**Q:** I have the energies for bending HAlF with both bond lengths held fixed. What should I look at first?

Rigid scan of the F–Al–H angle in gas-phase doublet AlFH, with both bond lengths fixed at their values in the PBE0-D4/def2-TZVP minimum (115.4°), whose energy is the zero for each method. Energies were calculated with Ansatz 0.2.0 in the def2-TZVPP basis, spin-unrestricted, with frozen cores for MP2, CCSD and CCSD(T).

```csv
bend (°),CCSD(T) (eV),PBE-D4 (eV),r2SCAN-D4 (eV),MP2 (eV),CCSD (eV),r2SCAN-D4 less CCSD(T) (eV),T1 diagnostic
97.5,0.1650,0.1345,0.1457,0.1744,0.1686,-0.0193,0.017
102.0,0.0931,0.0740,0.0800,0.0986,0.0952,-0.0131,0.017
106.5,0.0425,0.0321,0.0346,0.0453,0.0436,-0.0079,0.017
111.0,0.0119,0.0077,0.0083,0.0128,0.0123,-0.0036,0.016
115.5,0.0000,0.0000,0.0000,0.0000,0.0000,0.0000,0.016
120.0,0.0058,0.0081,0.0088,0.0056,0.0058,0.0030,0.016
124.5,0.0285,0.0313,0.0337,0.0288,0.0288,0.0052,0.016
129.0,0.0675,0.0688,0.0740,0.0689,0.0682,0.0065,0.016
133.5,0.1219,0.1198,0.1289,0.1250,0.1233,0.0070,0.016
```

**A:** Compare the two ends of the CCSD(T) column. They lie equally far from the row at 115.5°, yet closing the angle to 97.5° costs 0.165 eV and opening it to 133.5° only 0.122 eV. Then look at r2SCAN-D4 less CCSD(T), which starts negative, ends positive and levels off. The molecule is in the same bent doublet state in every row, so both features belong to one smooth curve.

**Q:** Why is the molecule bent at all?

**A:** Because of its unpaired electron, which sits mainly on aluminium in an orbital lying in the molecular plane. In the linear molecule this would be a 3p-type orbital perpendicular to the axis, with no 3s character. Bending lets it mix in 3s character, which lowers its energy because 3s electrons are bound more tightly. Closing the angle too far crowds the two bonds, and the minimum is the compromise. This is the standard Walsh argument; the table contains energies, not orbitals, so it doesn't test it.

Take that electron away and the preference goes with it: AlH$_2^+$, which has no such electron, is linear.

**Q:** Does that also explain why opening is cheaper than closing?

**A:** Two further points are needed. The first is where the curve has its minimum. For CCSD(T) with fixed bond lengths this is near 116.3°, so the closed end of the scan lies farther from it than the open end. A spring of constant stiffness centred there would already make the closed end 1.19 times as costly as the open one; the table gives 1.35.

The rest comes from a stiffness that weakens on opening, and symmetry suggests why. Bending past 180° produces the mirror image of the same molecule, so a smooth energy curve must be flat at 180°. At 133.5° it is still climbing. Somewhere in between its slope has to fall back to zero, which means that the resistance to bending must weaken and even change sign.

The table shows the weakening already under way. The local stiffness, meaning the curvature taken from three neighbouring rows, falls by 28 % between 102° and 129°. A spring obeying Hooke's law in the angle would have constant stiffness. One obeying it in the cosine of the angle is flat at 180° as required, but makes the two ends too unequal. The calculated curve lies between the two, so symmetry makes the weakening understandable but doesn't fix its size.

**Q:** Is this shape an effect of electron correlation?

**A:** The climb on closing isn't: it is there without correlation, and is even higher. At 97.5° Hartree–Fock alone gives a rise of 0.186 eV. Correlation at the CCSD level takes off 0.018 eV, and the triples a further 0.004 eV. At that angle, correlation softens a bend whose cost is already present at the Hartree–Fock level. The open end isn't split up in this way, so whether Hartree–Fock alone would make the two ends as unequal remains untested.

**Q:** Then why does r2SCAN-D4 err in opposite directions on the two sides?

**A:** Imagine two slightly different springs. One prefers a somewhat smaller angle, and it is also somewhat softer. If both energies are set to zero at the same angle, the first difference tilts one curve against the other: closing looks too cheap and opening too expensive. The second makes every displacement too cheap. On closing the two errors add, while on opening they work against each other.

The rigid curves show the different preferences directly. Their minima lie near 116.3° for CCSD(T) and 115.4° for r2SCAN-D4. These are minima with the bond lengths fixed, not fully relaxed bond angles. The zero error at 115.5° merely reflects the common zero of energy and says nothing about accuracy there.

**Q:** Can you put that into a formula?

**A:** Let $y$ be the angle counted from 115.5°. Near that point each method gives

$$E(y)\approx g\,y+\tfrac12 k\,y^2+c\,y^3,$$

where $g$ is the slope, $k$ the stiffness and $c$ describes the weakening on opening. The stiffness of r2SCAN-D4 falls by the same 28 % as that of CCSD(T), so $c$ nearly cancels when the two curves are subtracted. What remains is a parabola,

$$\Delta E(y)\approx \Delta g\,y+\tfrac12\Delta k\,y^2 .$$

The first term is the tilt and the second the softness.

**Q:** How do I get the two constants?

**A:** Use the rows 9° to either side, where the error is −7.9 meV on closing and +5.2 meV on opening. Half their difference is the tilt part at 9°, and half their sum is the softness part:

$$\frac{5.2+7.9}{2}=6.55\ \text{meV},\qquad \frac{5.2-7.9}{2}=-1.35\ \text{meV}.$$

Now go out to 18°, a distance that was not used. The tilt doubles to 13.1 meV, while the softness, being quadratic, grows fourfold to −5.4 meV.

On opening the sum is 7.7 meV, against 7.0 meV in the table. On closing both parts are negative and give −18.5 meV, against −19.3 meV. The levelling off is explained too: as the angle opens, the quadratic loss catches up with the linear gain.

**Q:** PBE-D4 looks irregular. It is too low at 97.5°, too high at 124.5° and too low again at 133.5°.

**A:** It follows the same rule with a softer spring. Its tilt is almost that of r2SCAN-D4, but its softness part at 18° is about −15 meV, nearly three times as large. On opening, the tilt wins at first and the softness later. The parabola, again fixed by the rows at 106.5° and 124.5°, puts the second change of sign near 131°, and the table has it between 129° and 133.5°.

For PBE-D4 the model is weaker on the closing side. At 97.5° it understates the error by about 2 meV out of 30, a sign that the cubic and higher terms don't cancel completely. The printed analysis below compares the model with every row.

**Q:** Is there a quick way to see the softness without the tilt?

**A:** Average the energies at the two ends of the scan. The tilt raises one end as much as it lowers the other, so it drops out. Relative to CCSD(T), this average is 11 % too low for PBE-D4, 4 % too low for r2SCAN-D4 and 4 % too high for MP2. A single row would mix this ranking with the difference in preferred angle.

In a linear molecule such as AlH$_2^+$ the tilt would vanish by symmetry. Bending either way costs the same there, so the error of any method must also be the same on both sides.

**Q:** And why do both functionals prefer the smaller angle?

**A:** That remains open. Their nearly equal tilts might point to something the two functionals have in common. But the tilt is measured against CCSD(T) in one finite basis, and a larger basis could move the preferred angle of CCSD(T) itself. With differences this small, I would trust the description as tilt plus softness more than any attempt to blame the functional for the tilt.

Printed output of the fit:

```
Errors against CCSD(T) and tilt-plus-softness model in meV:
    row  r2SCAN  r2SCAN model  r2SCAN miss    PBE  PBE model  PBE miss
   97.5   -19.3         -18.5          0.8  -30.5      -28.4       2.1
  102.0   -13.1        -12.86       0.2375  -19.1     -18.45      0.65
  106.5    -7.9          -7.9            0  -10.4      -10.4         0
  111.0    -3.6        -3.613      -0.0125   -4.2      -4.25     -0.05
  115.5       0             0            0      0          0         0
  120.0       3         2.938      -0.0625    2.3       2.35      0.05
  124.5     5.2           5.2            0    2.8        2.8         0
  129.0     6.5         6.787       0.2875    1.3       1.35      0.05
  133.5       7           7.7          0.7   -2.1         -2       0.1
r2SCAN tilt part at 18 degrees opening (meV): 13.1
r2SCAN softness part at 18 degrees either way (meV): -5.4
PBE tilt part at 18 degrees opening (meV): 13.2
PBE softness part at 18 degrees either way (meV): -15.2
Angle where the PBE model changes sign again (degrees): 131.1
Minimum of the rigid CCSD(T) curve (degrees): 116.3
Minimum of the rigid r2SCAN curve (degrees): 115.4
Minimum of the rigid PBE curve (degrees): 115.4
CCSD(T) local stiffness at 102 degrees (eV/rad^2): 3.453
CCSD(T) local stiffness at 129 degrees (eV/rad^2): 2.497
Fall of CCSD(T) stiffness from 102 to 129 degrees (percent): 27.7
Fall of r2SCAN stiffness from 102 to 129 degrees (percent): 28.08
Energy at 97.5 over energy at 133.5 degrees, CCSD(T) (ratio): 1.354
Same ratio for a spring in the angle: 1.189
Same ratio for a spring in the cosine: 1.616
Mean of both end energies, r2SCAN against CCSD(T) (percent): -4.287
Mean of both end energies, PBE against CCSD(T) (percent): -11.36
Mean of both end energies, MP2 against CCSD(T) (percent): 4.357
Hartree-Fock part of the rise at 97.5 degrees (eV): 0.1864
CCSD correlation part of the rise at 97.5 degrees (eV): -0.01781
Triples part of the rise at 97.5 degrees (eV): -0.00357
```
